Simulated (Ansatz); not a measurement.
# MgAu: energy less free atoms and pressure against volume per atom

Periodic Kohn-Sham DFT of a crystal at fixed atoms; pressure and stress are positive in compression; the energy is the free energy less that of spherical unpolarised free atoms; site moments are those in the method's own spheres, positive along +z. The results are calculated, by Ansatz 0.2.0.

Cell of the first row (space group Pm-3m, No. 221):
```
CELL_PARAMETERS angstrom
3.19250 0.00000 0.00000
0.00000 3.19250 0.00000
0.00000 0.00000 3.19250
ATOMIC_POSITIONS crystal
Mg 0.50000 0.50000 0.50000
Au 0.00000 0.00000 0.00000
```

Settings of every row: method all-electron LAPW; functional LDA; relativity scalar; k mesh 13x13x13; filling fermi-dirac; smearing width 0.05 eV; basis error target 0.25 meV/atom; nucleus gaussian.

Atom start moment: 0 on all atoms.

Limits: no spin-orbit coupling on heavy atoms.

```csv
row,volume per atom (Å³),energy less free atoms (eV/atom),pressure (GPa)
1,16.269,?,?
2,16.615,-3.7504,0.352
3,16.961,-3.7489,-1.684
4,17.134,-3.7465,-2.615
5,17.307,-3.7432,-3.492
6,17.48,-3.739,-4.317
7,17.653,-3.7339,-5.094
8,17.999,-3.7214,-6.511
9,18.345,-3.7059,-7.765
```

Question: what energy less free atoms and pressure should row 1 give?

Worked fit of energy less free atoms. Take u = (V_r/V)^(2/3) − 1 with V_r = 17.393 Å³ an atom, which is twice the finite (Eulerian) strain; such expansions in the strain, on which the Birch-Murnaghan equation of state is built, carry the rest volume and the bulk modulus. The shown rows have u = 0.03098, 0.01691, 0.01005, 0.00331, -0.00332, -0.00984, -0.02257, -0.0349. Least squares give energy less free atoms = −3.74123 − 0.6336 × u + 10.86 × u² eV/atom; a straight line predicts inner rows, each left out in turn, worse (root mean square 0.0035 against 4.1e-05 eV/atom). The rows lie off it by 0.0000, -0.0001, 0.0000, 0.0000, 0.0000, 0.0000, 0.0000, 0.0000. Its lowest point lies at u = 0.0292, or V = 16.66 Å³ an atom, and the curvature there gives the bulk modulus at fixed shape and fractions, B = (4/9)(1 + u)² E″(u)/V = 98.3 GPa. The withheld row has u = 0.04554, so the fit gives −3.74123 − 0.6336 × (0.04554) + 10.86 × (0.04554)² = -3.7476 eV/atom.

The calculation gave -3.7472 eV/atom. The fit lies 0.0004 eV/atom (0.9 % of the column's range) below it; its largest miss of a shown row is 0.0001 eV/atom. This row lies beyond the range of the fit.

Worked fit of pressure. Take u = (V_r/V)^(2/3) − 1 with V_r = 17.393 Å³ an atom, which is twice the finite (Eulerian) strain; such expansions in the strain, on which the Birch-Murnaghan equation of state is built, carry the rest volume and the bulk modulus. The shown rows have u = 0.03098, 0.01691, 0.01005, 0.00331, -0.00332, -0.00984, -0.02257, -0.0349. Least squares give pressure = −3.9082 + 124.474 × u + 411.29 × u² + 315 × u³ GPa; a parabola predicts inner rows, each left out in turn, worse (root mean square 0.0029 against 0.00071 GPa). The rows lie off it by 0.000, 0.000, 0.000, 0.000, 0.000, 0.000, 0.001, 0.000. The pressure vanishes at u = 0.0286, or V = 16.67 Å³ an atom, and there the bulk modulus at fixed shape and fractions is B = −V dP/dV = (2/3)(1 + u) dP/du = 102 GPa. The withheld row has u = 0.04554, so the fit gives −3.9082 + 124.474 × (0.04554) + 411.29 × (0.04554)² + 315 × (0.04554)³ = 2.643 GPa.

The calculation gave 2.647 GPa. The fit lies 0.004 GPa (0.038 % of the column's range) below it; its largest miss of a shown row is 0.001 GPa. This row lies beyond the range of the fit.
